Layers of WS2 hold together only weakly, and in this cell two of them share their space with a wide stretch of vacuum. A pull at right angles to the layers should therefore meet almost no resistance: the empty region would grow and the layers would stay as they are. The band gap, which belongs to the layers, should hardly notice.

WS2 (P-3m1, 6 atoms in the cell, a = 3.146, c = 23.567 Å) is strained along c with fractional coordinates fixed. The runs use Ansatz 0.2.0 with plane-wave PAW (datasets made for PBE), scalar-relativistic PBEsol, no spin polarisation, a 420 eV cutoff, a 12×12×2 k mesh and 0.05 eV Gaussian smearing. Energies are free energies relative to zero strain; pressure is positive in compression.

```
strain  energy change (meV/atom)  tensile stress along pattern (GPa)  pressure (GPa)  gap on mesh (eV)
 -0.02                       6.9                               -3.36            1.96             1.360
-0.015                       3.9                               -2.49            1.45             1.433
 -0.01                       1.7                               -1.64            0.95             1.490
-0.005                       0.4                               -0.81            0.47             1.508
     0                       0.0                                0.01            0.00             1.525
 0.005                       0.4                                0.80           -0.46             1.541
  0.01                       1.7                                1.58           -0.91             1.557
 0.015                       3.8                                2.35           -1.34             1.573
0.0175                       5.1                                2.72           -1.55             1.580
  0.02                       6.6                                3.09           -1.76             1.587
```

The calculation gives something quite different. A compression of 2 % calls up a stress of 3.36 GPa, and the gap falls by 165 meV. Vacuum has no stiffness, so something else in the cell must be pushing back.

The answer lies in how the strain is applied. The fractional coordinates are fixed, which means that every height in the cell is scaled by the same factor. The vacuum shrinks by 2 %, but so do the distance between the two sulfur planes of each layer and the spacing between the two layers. The atoms are not allowed to move back to where they would rather be. What is being squeezed is thus above all the strongly bonded layers themselves, although the W–S bond lengths change by less than 1 % because the bonds are tilted and only part of each points along the strain.

The forces on the atoms show how much of the stress comes from this source. When the strain grows by a small amount $d\varepsilon$, an atom at height $z$ moves by $z\,d\varepsilon$, and the energy changes by minus its force times that distance. Summed over all atoms, this gives the whole stress along the strain here, because the vacuum leaves no bonds across the cell boundary. In a bulk crystal the forces can vanish by symmetry while the stress does not. In each layer the two sulfur atoms sit a thickness $h$ apart and are pushed outwards under compression with an average force $F$, so the layer contributes $Fh$. With two layers in a cell of unstrained volume $V$, the size of the stress is

$$\sigma \approx \frac{2Fh}{V}.$$

At strain −0.02 the two kinds of sulfur atom feel 0.6647 and 0.6508 eV/Å, on average 0.658 eV/Å. The thickness is 3.134 Å, and the volume is six atoms times 33.66 Å³, or 202 Å³. This gives $2\times0.658\times3.134/202 = 0.0204$ eV/Å³. One eV/Å³ is about 160 GPa, so the estimate is 3.27 GPa, against 3.36 GPa in the table.

The same sum, made for every strained row with no adjustable constant, yields 97 to 98 % of the stress; the printed output lists the values. Forces and stress come from the same runs, so the agreement is no test of the functional. It shows where the stress arises: inside the layers. The small remainder can be traced to the coupling between the layers. At strain −0.02 the forces on one layer, 0.6647 eV/Å one way and 0.6508 the other on sulfur and 0.0032 on tungsten, can be added to a net push of 0.0171 eV/Å. This accounts for the missing 0.086 GPa if the layers lie a little over 6 Å apart, and much the same spacing fits the other strained rows. The two layers are therefore in contact, with the vacuum on their outer faces. The long-range dispersion that PBEsol lacks would act on this contact: it matters little for the stress, but it helps to set the spacing of the layers.

It follows that the stiffness is a property of the clamped atoms. If they were free to relax after the cell had been stretched, each layer would return to its own thickness, the pair to its own spacing, and the vacuum would take up the strain at almost no cost in energy. This step is argued from the forces, since no relaxed strained cell was computed. The values in GPa also depend on how much vacuum the cell contains: the forces and the thickness belong to the layers, but their product is divided by the whole volume. The same layers in a taller cell would show a smaller stress at the same strain, so these numbers are not elastic constants of bulk WS2.

With the bonding inside the layers identified as the spring, the shape of the energy curve is easy to read. Near its minimum a bond behaves like a harmonic spring, so doubling the strain should raise the energy fourfold, and from 1 % to 2 % it does so closely on both sides. The departures have the sign expected from the shape of a bond's energy curve. Pushed together, the atoms meet a repulsion that rises steeply; pulled apart, they feel an attraction that grows less than in proportion to the stretch. The stress at 2 % compression is accordingly about 9 % larger than at 2 % extension, and its slope falls from 174 GPa per unit strain at the compressed end to 148 at the stretched end.

The tilt of the bonds also helps to explain why the pressure is smaller than the stress along the pattern. Flattening a layer drives the sulfur atoms towards the tungsten plane and makes the bonds push sideways as well, while the cell is held at fixed width. At strain −0.02 this sideways stress is 1.26 GPa, just over a third of the stress along the strain. Springs that act only along the W–S bonds would give about two thirds at this tilt, so the layer must also resist in other ways, perhaps through its bond angles or through repulsion between its two sulfur planes. The pressure is the average over all three directions, two of which carry the smaller value.

The gap follows a different rule. From −0.01 upwards it widens steadily, by roughly 30 meV for each per cent of strain. The row at 0.0175 seems to gain too little only because it lies half a step from its neighbours. Below −0.01 the behaviour changes: between −0.015 and −0.02 the gap closes at 146 meV per per cent. Had the slope between −0.01 and −0.005, 36 meV per per cent, continued, the gap at −0.02 would be 1.454 eV instead of 1.360 eV.

No rearrangement of the atoms can be behind this, because their fractional coordinates are fixed, and neither the energy nor the stress has a kink there. The likely cause is a change in which electronic states form the edges of the gap. The total energy collects contributions from all occupied states and doesn't depend on which of them happens to be the highest. The gap depends on just two states, the highest occupied and the lowest empty one, and it can change its slope abruptly when another state takes over either role.

This picture also accounts for the direction of the bend. Each pair of an occupied and an empty state has its own energy separation, which changes almost linearly over such small strains, and the gap is the smallest of these separations. A pair that starts with a larger separation can become the smallest under compression only if it closes faster than the pair it replaces. The slope must therefore become steeper at the takeover. Between −0.015 and −0.01 it has an intermediate value, 114 meV per per cent, as it should if the takeover falls inside that interval.

Which states are involved is not recorded, so the data don't say why either pair closes under compression. Nor does the small share of the interlayer coupling in the stress carry over to the gap: band edges of a bilayer are expected to respond strongly to the spacing of the layers, and this scan changes spacing and thickness together. The exchange itself remains an inference from the slopes, and the steep branch rests on only two rows. The strain at which it occurs is less certain still. Spin–orbit coupling, absent here, splits the top of the valence band of WS2 at the corner of the zone by roughly 0.4 eV and so lifts the upper band by about half of that, comparable to the change of the gap in this whole scan. If those states form or take over an edge of the gap, the takeover could move to another strain or leave the range altogether. The gaps are also read on the k mesh, which can miss the true band edges, and PBEsol generally makes gaps too small.

Output of the analysis:

```
Stress from S forces and slope of the gap from the row before:
     row  stress from S forces in GPa  gap slope in meV per 1 % strain
   -0.02                       -3.271                              n/a
  -0.015                       -2.428                              146
   -0.01                         -1.6                              114
  -0.005                      -0.7892                               36
     0.0                     0.006216                               34
   0.005                       0.7858                               32
    0.01                         1.55                               32
   0.015                        2.299                               32
  0.0175                        2.667                               28
    0.02                        3.033                               28
Thickness of one layer from S plane to S plane, unstrained, in A: 3.134
Part of the cell height lying between the S planes of the two layers, in %: 26.6
Smallest share of the stress given by the S forces, strained rows, in %: 97.35
Largest share of the stress given by the S forces, strained rows, in %: 98.22
Change of W-S bond length at strain -0.02, in %: -0.8754
Change of W-S bond length at strain 0.02, in %: 0.8337
Energy at -0.02 over energy at -0.01: 4.059
Energy at 0.02 over energy at 0.01: 3.882
Size of stress at -0.02 over that at 0.02: 1.087
Stress slope between -0.02 and -0.015, in GPa per unit strain: 174
Stress slope between 0.015 and 0.02, in GPa per unit strain: 148
In-plane compressive stress at -0.02, in GPa: 1.26
In-plane stress over stress along c at -0.02: 0.375
Gain of gap from 0 to 0.02, in meV: 62
Loss of gap from 0 to -0.02, in meV: 165
Gap at -0.02 if the slope between -0.01 and -0.005 had gone on, in eV: 1.454
```
